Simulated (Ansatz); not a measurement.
## Al: energy along a strain

Al, Im-3m, a = 3.182 Å (as given, not relaxed at this level: 2.2 GPa). This isn't the element's structure at ambient conditions. Ansatz: PBEsol, PAW, 420 eV, Γ-centred 20×20×20 mesh on 1 atom, Gaussian smearing 0.15 eV; no spin polarisation. Cell vectors (Å): -1.591 1.591 1.591; 1.591 -1.591 1.591; 1.591 1.591 -1.591. The cell is strained by x per cent times the pattern (0 0 0 0 0 1) in the order xx yy zz yz xz xy (engineering shears), with fractional coordinates held. y is the free energy over the start, V0 = 16.116 Å³/atom. Symmetry makes y even in x.

| x (%) | y (meV/atom) |
| --- | --- |
| -4.00 | 3.73 |
| -2.00 | 0.87 |
| 0.00 | 0.00 |
| 0.50 | 0.05 |
| 1.00 | 0.21 |
| 1.50 | 0.48 |
| 2.50 | 1.38 |
| 3.00 | ? |
| 3.50 | 2.80 |

Q: Fit y = c2 x² + c4 x⁴ to the other rows, get the stiffness along the pattern, and predict the missing energy.

A: Least squares on the rows shown. y = 0.2124 x² + 0.001302 x⁴. The clamped-ion stiffness p·C·p = 2 × 2.124 eV × 160.2 / 16.116 Å³ = 42 GPa, which is C66 in these axes (C44 of the cubic crystal) (second derivative at the start, which stands under stress). At x = 3.00 the fit asked for gives 2.02 meV/atom. The run gave 2.02 meV/atom, the same to the digits shown.

The energy rises on both sides of the undistorted lattice, so bcc Al resists this shear, with a stiffness of 42 GPa. The response is almost harmonic, and the small positive quartic term means slight stiffening over the sampled range. The resistance has a simple geometric origin: the shear shortens some of the nearest-neighbour contacts along the cube diagonals and lengthens others, a change that short-range repulsion and the electrostatics of ions in a nearly uniform electron gas both probably oppose. With one atom per primitive cell, inversion symmetry keeps the atom free of force under homogeneous strain, so internal relaxation would not lower this stiffness.

A positive C44 does not make the bcc phase mechanically stable. The known weakness of bcc Al near ambient pressure lies in the tetragonal shear, which leaves nearest-neighbour lengths unchanged to first order and leads along the Bain path towards the stable fcc structure; the present strain does not probe that instability.
